**Q.** I ran thallium with several Kohn-Sham recipes and got a different atom each time. In neutral Tl the 6p eigenvalue lies anywhere between $-2.37$ and $-5.07$ eV, and the last column runs from 12.5 to 17.1 eV. Which rows are failing, and how would I see it?

Scalar-relativistic all-electron Kohn-Sham calculations with Quantum ESPRESSO ld1.x 7.5 for the thallium atom and its anion, with spherical densities and a point nucleus. SIC is the Perdew-Zunger self-interaction correction; in rows without spin polarisation the "up" columns give the spin-restricted level. Eigenvalues are negative for bound levels.

```tsv
species	Z	charge (e)	electrons	configuration	functional	spin polarised	correction	eigenvalue (5d up) (eV)	eigenvalue (6p up) (eV)	mean radius (5d up) (bohr)	mean radius (6p up) (bohr)	ε(6p up) − ε(5d up) (eV)
Tl-	81	-1	82	[Xe] 4f14 5d10 6s2 (6p up)2	LDA-PZ	spin-polarised	SIC	-17.256	-0.46868	1.3974	5.1486	16.7869
Tl-	81	-1	82	[Xe] 4f14 5d10 6s2 (6p up)2	LDA-PW92	spin-polarised	SIC	-17.246	-0.47241	1.3975	5.1344	16.7739
Tl	81	0	81	[Xe] 4f14 5d10 6s2 (6p up)1	LDA-PZ	spin-polarised	none	-15.620	-2.7640	1.3952	3.7431	12.8564
Tl	81	0	81	[Xe] 4f14 5d10 6s2 (6p up)1	LDA-PZ	spin-polarised	SIC	-22.146	-5.0551	1.3949	3.7461	17.0907
Tl	81	0	81	[Xe] 4f14 5d10 6s2 (6p up)1	LDA-PW92	spin-polarised	SIC	-22.152	-5.0660	1.3949	3.7442	17.0858
Tl	81	0	81	[Xe] 4f14 5d10 6s2 (6p up)1	LDA-PZ	spin-polarised	Latter tail	-16.539	-4.0364	1.3928	4.2581	12.5028
Tl	81	0	81	[Xe] 4f14 5d10 6s2 6p1	PBE	no spin polarisation	none	-15.486	-2.3704	1.3903	3.8557	13.1154
Tl	81	0	81	[Xe] 4f14 5d10 6s2 6p1	Xalpha 1.0	no spin polarisation	none	-20.213	-3.4625	1.3292	3.3743	16.7500
```

**A.** Start with what the columns are. $\varepsilon$ is the Kohn-Sham eigenvalue of a subshell, the mean radius is $\langle r\rangle$ of its orbital, and "up" is the majority spin. The last column is the spacing of two occupied levels with the filled 6s between them, so it is neither an excitation energy nor a HOMO-LUMO gap. The PBE and Xα rows have no spin polarisation, so their "up" level is simply the restricted one.

One theorem gives a yardstick. In exact Kohn-Sham theory an electron far from a neutral atom sees $-1/r$, and the highest occupied eigenvalue equals minus the ionisation energy. As rough recalled values, Tl ionises at about 6.1 eV from $6p_{1/2}$, and $6p_{3/2}$ lies about 1.0 eV higher. These runs have no spin-orbit coupling, so the fair target is the average over the two and four states, $6.1-\tfrac23(1.0)\approx 5.4$ eV. Uncorrected LDA reaches 0.51 of that and PBE 0.44. The yardstick is good to a few tenths of an eV, and these two rows miss it by a factor of two.

**Q.** So LDA and PBE are poor functionals, and PBE is the worse one?

**A.** The second part doesn't follow, because the two rows are in different spin states. The LDA run also gives spin-down levels, and the average of up and down puts 6p at $-2.53$ eV and the spacing at 13.05 eV, against 13.12 eV for PBE. That averaging, which only approximates an unpolarised LDA run, removes 75 % of the difference in spacing between the rows. What is left for the gradient correction is roughly 0.2 eV on 6p (0.16 eV by this average), in the direction of weaker binding. Changing the correlation fit from PZ to PW92 moves the spacing by 0.005 eV in Tl and 0.013 eV in Tl⁻, which reflects two parametrisations of the same electron gas and nothing chemical. The LDA shortfall is roughly $5.4-2.8=2.6$ eV, and neither the correlation fit nor PBE's gradient correction removes it.

**Q.** What do they have in common that goes wrong?

**A.** Self-interaction, and the hydrogen atom shows it in its simplest form. The Hartree potential is built from the whole density, so a lone electron repels itself. For the 1s density $n=e^{-2r}/\pi$ in atomic units the self-repulsion is
$$J=\iint \frac{n(\mathbf r)\,n(\mathbf r')}{|\mathbf r-\mathbf r'|}\,d^3r\,d^3r'=\tfrac58 \text{ hartree}.$$
Exact exchange cancels this completely. Local exchange for a fully polarised density has the potential $v_x=-(6n/\pi)^{1/3}$, whose mean over the orbital is
$$\langle v_x\rangle=-\left(\tfrac{6}{\pi}\right)^{1/3}\!\int n^{4/3}d^3r=-1.241\times\tfrac{27}{64}\pi^{-1/3}=-0.357 \text{ hartree}.$$
An amount $0.625-0.357=0.268$ hartree stays uncancelled and pushes the level up. The uncancelled fraction is largest far out, where $v_x$ dies exponentially with the density while the self-repulsion falls only as $1/r$. A gradient correction of the PBE kind also dies with the density, which is why it doesn't help.

The Perdew-Zunger self-interaction correction, SIC in the table, subtracts these terms for each orbital $i$ separately. If the orbital doesn't change, the level drops by $\Delta_i=J[n_i]+\langle v_x[n_i]\rangle$, apart from a smaller correlation term of opposite sign that I leave out. Shrinking an orbital by a factor $\lambda$ at fixed shape multiplies both terms by $\lambda$ and divides $\langle r\rangle$ by it, so
$$\Delta_i=\frac{c}{\langle r\rangle_i},$$
where $c$ depends on shape alone. For 1s, $\langle r\rangle=\tfrac32$ gives $c=0.268\times1.5\approx0.40$ hartree bohr.

**Q.** Thallium has 81 electrons. How far does hydrogen carry?

**A.** It carries as far as the size of the correction, and not as far as its justification. For one electron the subtraction is exact. With many electrons the local exchange energy is a nonlinear function of the total spin density, and assigning a piece of its error to each spherically averaged orbital is a prescription.

For the size, the neutral LDA-PZ runs with and without SIC give all 15 occupied spin-up levels from 1s to 6p, and the analysis printed after this exchange lists them. The lowering runs from 664 eV for 1s to 2.29 eV for 6p, a factor of 290, yet its product with $\langle r\rangle$ stays between 0.314 and 0.398. The log-log slope against $\langle r\rangle$ is $-1.04$, where scaling says $-1$. One value of $c$ fitted to all 15 levels, 0.336, reproduces the computed lowerings with an rms error of 7 %; using $\langle 1/r\rangle$ as the inverse length does worse, at 11 %.

The misfit of the single $c$ has a pattern. The four orbitals without radial nodes, 1s, 2p, 3d and 4f, have the four largest products, and the fit is 7 to 16 % too low for them. Evaluating $c$ for a hydrogenic orbital of the same $n$ and $l$, with nothing fitted and only $\langle r\rangle$ taken from the LDA run, brings the rms error down to 3.4 %. So orbital shape accounts for the nodeless outliers. For the outer levels the agreement is partly an accident, because there the hydrogenic shape and the neglect of correlation err in opposite directions.

**Q.** Can I check that on the two levels in my table?

**A.** The hydrogenic values are $c=0.324$ for 5d and $0.309$ for 6p, and one hartree is 27.21 eV. With the radii of the uncorrected LDA row,
$$\Delta_{5d}=\frac{0.324\times 27.21}{1.3952}=6.32\text{ eV},\qquad \Delta_{6p}=\frac{0.309\times 27.21}{3.7431}=2.25\text{ eV}.$$
The table has 6.53 and 2.29 eV, so the estimates are low by 3 % and 2 % of the computed shifts. Their difference, 4.07 eV, is the predicted widening of the spacing, against 4.23 eV computed. Neither level entered a fit for these constants; both were part of the single-$c$ fit, which gives 4.11 eV.

The residuals are far above the rounding of the table and systematic: too large for every level with $n\le4$, at worst by 5.4 % for 3s, and too small for every level with $n=5$ or 6. The two signs fit two known omissions, though the analysis here doesn't separate them. Leaving out correlation makes every estimate too large. A screened valence orbital has its inner lobes squeezed towards the nucleus and most of its charge in one outer lobe, so its true $c$ lies nearer the nodeless values and the hydrogenic one is too small. Relativity and relaxation are left out as well.

The agreement also proves less than it seems to. The formula is the definition of SIC taken to first order, so it can't show that SIC is right. It shows that the size of the shift can be read from a radius. Nor does it show that self-repulsion and self-exchange alone make up the shift. At the density of the 6p shell the polarised electron gas gives the omitted correlation term several tenths of an eV, a sizeable part of the 2.29 eV, and at the denser 5d shell more still in eV. Including it would leave the hydrogenic estimates well short, so the close agreement for both levels is a cancellation against the non-hydrogenic shape of the real orbitals.

**Q.** I had assumed that a deeper level means a tighter orbital, and that SIC works by contracting the shells.

**A.** The radii refute that. From LDA to SIC the 5d radius changes by $-0.02$ % and the 6p radius by $+0.08$ %, while the levels fall by several eV. A potential that lowers an eigenvalue without reshaping the orbital exerts little net force on it. The scaling argument says why. Removing the self-repulsion alone would pull the orbital in, and removing the self-exchange alone would let it spread. The force on the size of the orbital follows the self-energies, $J/2$ and $\tfrac34\langle v_x\rangle$, not the mean potentials that shift the level. For hydrogen 1s these are 0.31 and $-0.27$ hartree and nearly cancel, while $J+\langle v_x\rangle$ does not. The small remainder competes with correlation and the relaxation of the other shells. The useful consequence is that in this atom LDA and SIC agree on the size of 5d and 6p and disagree on their energies. The disagreement is also unequal, larger by a factor of 2.85 for the compact 5d, so it can't be absorbed in a common zero of energy, and it distorts spacings between shells of different size.

**Q.** The Latter tail enforces the right $-1/r$ behaviour. Why does it get only 0.74 of the target, and why does the spacing shrink?

**A.** It replaces the potential by $-1/r$ only outside the radius at which the local potential becomes shallower than that. Deepening the outer region alone draws the orbital towards it, so 6p falls by 1.27 eV and grows by 13.8 %, to 4.26 bohr. A level that binds more strongly while its orbital swells by this much is the mark of this patch; under SIC some outer levels also grow as they deepen, but the 6s by only 0.35 %.

The 5d orbital hardly reaches that region, and still it drops by 0.92 eV. The 1s level of the same run drops by 0.99 eV, which no tail can do directly. The cause is electrostatic. Charge outside a compact orbital acts on it like a charged spherical shell, with a constant potential inside equal to the sum of occupation times $\langle 1/r\rangle$. Summing the change over 5p, 5d, 6s and 6p gives $-1.02$ eV, of which the swollen 6p supplies $-0.98$ eV. The sum leaves out the inner shells and exchange-correlation, and it is an accounting of the same run rather than an independent test, but it identifies the 1s shift as reduced repulsion from valence charge that has moved out. The similar drop of 5d is then mostly the same side effect. Its own self-interaction, 6.5 eV by the SIC measure, is left in place, and the spacing narrows by 0.35 eV where SIC widens it.

**Q.** Xα gives 16.75 eV and SIC gives 17.09 eV. Two methods that agree within 2 % seem like a confirmation.

**A.** They agree on a difference and on neither term. Xα has 5d shallower than SIC by 1.93 eV and 6p shallower by 1.59 eV, and the two offsets nearly cancel. With $\alpha=1$ the local exchange is 1.5 times that of LDA and correlation is dropped. The added attraction is one common potential that follows the cube root of the total density, so it is deeper inside than outside and squeezes the atom: the radii are 4.7 % (5d) and 9.9 % (6p) below the SIC ones.

The scaling test exposes it too. Measured from the spin-averaged LDA levels, the Xα lowering times $\langle r\rangle$ is nowhere constant: 0.30 to 0.36 for the levels from 2s to 4d, 0.24 to 0.26 for 1s, 4f and 5d, 0.18 for 6s and only 0.13 for 6p. Theory gives the direction: in the thin outer density the extra exchange is weak and still decays exponentially, the lost correlation weighs most, and the contracted inner shells screen the nucleus better. These effects add and the table doesn't apportion them. The result is a 6p level at 0.64 of the target.

**Q.** What do the anion rows add?

**A.** They show how the error would turn from quantitative to qualitative. Within SIC, adding an electron raises 5d by 4.89 eV and 1s by 4.88 eV, and the shell sum gives 4.87 eV, so the inner levels shift as a block. The 6p level rises a little less, by 4.59 eV, and ends at $-0.47$ eV with a radius of 5.15 bohr. Carrying over the neutral 6p product of 0.315, its self-interaction is $0.315\times27.21/5.1486\approx1.7$ eV, several times the binding. Restoring it at fixed radius would put the level at about $+1.2$ eV, which is unbound. That is an untested estimate, since the orbital would not hold its radius, but it agrees with the tendency of local functionals to leave atomic anions with a positive highest eigenvalue.

The value $-0.47$ eV should not be read as an electron affinity. Both rows impose two parallel 6p spins in a spherical density, and the omitted spin-orbit splitting, of the order of an eV, is larger than the binding, so the imposed state need not be the lowest one.

**Q.** Then I quote the SIC rows and discard the rest?

**A.** SIC reaches 0.93 of a rough target for one level of one atom, and the remainder is no larger than the doubt about the averaging over spin-orbit partners. There is a price as well. For uncorrected LDA and PBE, Janak's theorem holds: $\varepsilon_i=\partial E/\partial f_i$, with $f_i$ the occupation. The ionisation energy is then $-\int_0^1\varepsilon\,df$, and since self-repulsion makes $\varepsilon$ rise with $f$, the value at full occupation is the shallowest along the path. A shallow LDA eigenvalue therefore doesn't imply an equally bad total-energy difference. SIC and the Latter tail are not variational in this program, so their eigenvalues have no such link to the energy. For 5d the theorem on the highest level doesn't apply at all, the scalar level averages over a spin-orbit splitting larger than that of 6p, and whether $-22.1$ eV is nearer the physical binding than $-15.6$ eV stays open here.

For a neighbouring case the argument predicts the trend: the more compact the orbital, the further a local functional leaves it above its corrected position, so a spacing between a compact and a diffuse shell comes out smaller than with SIC, and a weakly bound diffuse level risks being lost. As a working rule, estimate about 0.33 hartree bohr, or 9 eV bohr, divided by $\langle r\rangle$ for each level, nearer 0.36 to 0.40 for nodeless shells, and distrust any LDA or GGA eigenvalue or spacing that this amount would change materially. When two recipes agree on a spacing, compare both levels and both radii before believing either.

Output of the analysis:

```
change: 5d (eV), 6p (eV), gap (eV), <r>5d (%), <r>6p (%); table rounding up to 0.0005 eV, 0.00005 bohr
LDA to SIC            -6.526  -2.291  +4.234  -0.02  +0.08
LDA to Latter         -0.919  -1.272  -0.354  -0.17 +13.76
LDA to PBE            +0.134  +0.394  +0.259  -0.35  +3.01
LDA to Xalpha         -4.593  -0.699  +3.894  -4.73  -9.85
SIC to Xalpha         +1.933  +1.593  -0.341  -4.71  -9.92
SIC PZ to PW92, Tl    -0.006  -0.011  -0.005  +0.00  -0.05
SIC PZ to PW92, Tl-   +0.010  -0.004  -0.013  +0.01  -0.28
SIC Tl to Tl-         +4.890  +4.586  -0.304  +0.18 +37.44
level, SIC lowering (eV), <r> (bohr), lowering*<r> (Ha bohr), hydrogenic value, error % of c/<r>, c'<1/r>, hydrogenic
1s   663.70  0.0163  0.398  0.401  -15.6   +0.1   +0.8
2s   133.18  0.0688  0.337  0.353   -0.2  +17.0   +5.0
2p   165.44  0.0624  0.379  0.390  -11.4  -16.9   +2.8
3s    48.71  0.1777  0.318  0.335   +5.6  +18.6   +5.4
3p    49.74  0.1794  0.328  0.345   +2.5   +5.3   +5.2
3d    60.94  0.1625  0.364  0.380   -7.7  -19.2   +4.5
4s    21.80  0.3919  0.314  0.324   +7.0  +14.0   +3.2
4p    20.65  0.4179  0.317  0.327   +5.9   +8.3   +3.0
4d    20.35  0.4400  0.329  0.341   +2.1   -1.3   +3.7
4f    21.14  0.4677  0.363  0.372   -7.5  -17.7   +2.3
5s     9.90  0.8759  0.319  0.316   +5.4   +4.9   -0.9
5p     8.70  1.0068  0.322  0.316   +4.3   +1.7   -1.8
5d     6.53  1.3952  0.335  0.324   +0.4   -3.1   -3.3
6s     3.46  2.4793  0.315  0.309   +6.7   -0.6   -1.8
6p     2.29  3.7431  0.315  0.309   +6.6   -1.3   -2.0
c/<r>, c = 0.336: rms 7.1 %, worst 1s -15.6 %
c'<1/r>, c' = 0.245: rms 11.4 %, worst 3d -19.2 %
hydrogenic, no fit: rms 3.4 %, worst 3s +5.4 %
log-log slope of lowering against <r>: -1.037; range of <r> x229, of lowering x290
5d/6p lowering ratio 2.85, inverse radius ratio 2.68; gap change from c/<r> 4.11 eV
LDA spin average: 5d -15.579, 6p -2.529, gap 13.050 eV; PBE minus average: 5d +0.093, 6p +0.159, gap +0.066
share of the PBE-LDA gap difference removed by spin averaging: 75 %
Xalpha lowering from LDA average, 1s 4f 5d 6p (eV): [426.26  15.35   4.63   0.93]  times <r> (Ha bohr): [0.256 0.264 0.238 0.128]
LDA to Latter: Hartree change at nucleus 5p +0.02, 5d +0.26, 6s -0.33, 6p -0.98, sum -1.02; 1s shift -0.99 eV (rounding 0.01)
SIC Tl to Tl-: Hartree change at nucleus 5p +0.01, 5d -0.15, 6s -0.40, 6p +5.39, sum +4.87; 1s shift +4.88 eV (rounding 0.01)
rough recalled j-averaged 6p binding 5.4 eV; -eps(6p) as a fraction of it:
PBE 0.44, LDA 0.51, Xalpha 0.64, Latter 0.74, SIC 0.93
Tl- 6p: SIC -0.47 eV; self-interaction estimate c(6p)/<r> 1.7 eV; sum at fixed radius +1.2 eV
```
